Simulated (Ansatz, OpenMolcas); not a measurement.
**How methods differ on BH3O2 (SMILES OBO)**

The species is BH3O2 (6 atoms), meant as a singlet with charge 0. As SMILES, `OBO`. The shape is that of a PBE0-D4/def2-TZVP optimisation. This is one conformer, not always the lowest.

```xyz
6

O    -1.1762   -0.5245   -0.2518
B     0.0495    0.0281   -0.0729
O     0.5806   -0.0538    1.1725
H    -1.4947   -0.4335   -1.1506
H     0.6378    0.5656   -0.9761
H     1.4452    0.3541    1.2328
```

Each level gives the energy change with the O1–B2 bond stretched from 1.356 to 1.763 Å (eV). The values are calculated.

| level | kind | program | value (eV) | CPU time (all runs) |
| --- | --- | --- | --- | --- |
| HF/def2-TZVP (restricted) | Hartree–Fock | OpenMolcas | 1.97 | 24 s |
| revPBE/def2-TZVP (restricted) | GGA | Ansatz | 1.47 | 5 s |
| B3LYP/def2-TZVP (restricted) | global hybrid | Ansatz | 1.67 | 5.5 s |
| HSE06/def2-TZVP (restricted) | range-separated hybrid | Ansatz | 1.76 | 5.8 s |
| wB97M-V/def2-TZVP (restricted) | range-separated hybrid | Ansatz | 1.72 | 25 s |
| B2PLYP/def2-TZVP (restricted) | double hybrid | Ansatz | 1.69 | 7.1 s |
| PBE-QIDH/def2-TZVP (restricted) | double hybrid | Ansatz | 1.85 | 7.3 s |
| RPA@PBE/def2-TZVP (restricted) | RPA | Ansatz | 1.60 | 8.8 s |

The first shape isn't each level's own minimum. The values span 1.47 to 1.97 eV. CPU times are rough (shared hosts, several kinds of processor): they show what a rung costs within a factor of a few.

Stretching one B–O bond of this boronic acid, HB(OH)2, is clearly uphill at every level. The bond is strong because a polar σ bond is reinforced by donation from an oxygen lone pair into the formally empty boron p orbital, and lengthening it weakens both contributions.

Hartree–Fock gives the steepest rise, 1.97 eV, and revPBE the shallowest, 1.47 eV, probably because restricted Hartree–Fock misses the correlation that gains weight as the bonding pair loosens. The share of exact exchange alone doesn't order the rows, however: B2PLYP lies below HSE06 despite its larger share, and RPA, with full exact exchange, falls below every hybrid at 1.60 eV. Exchange and correlation therefore have to be judged together, and a higher rung doesn't shift the result in one fixed direction.

The energies describe resistance to a finite stretch, not the B–O dissociation energy, and agreement between neighbouring values doesn't establish which level is most accurate.
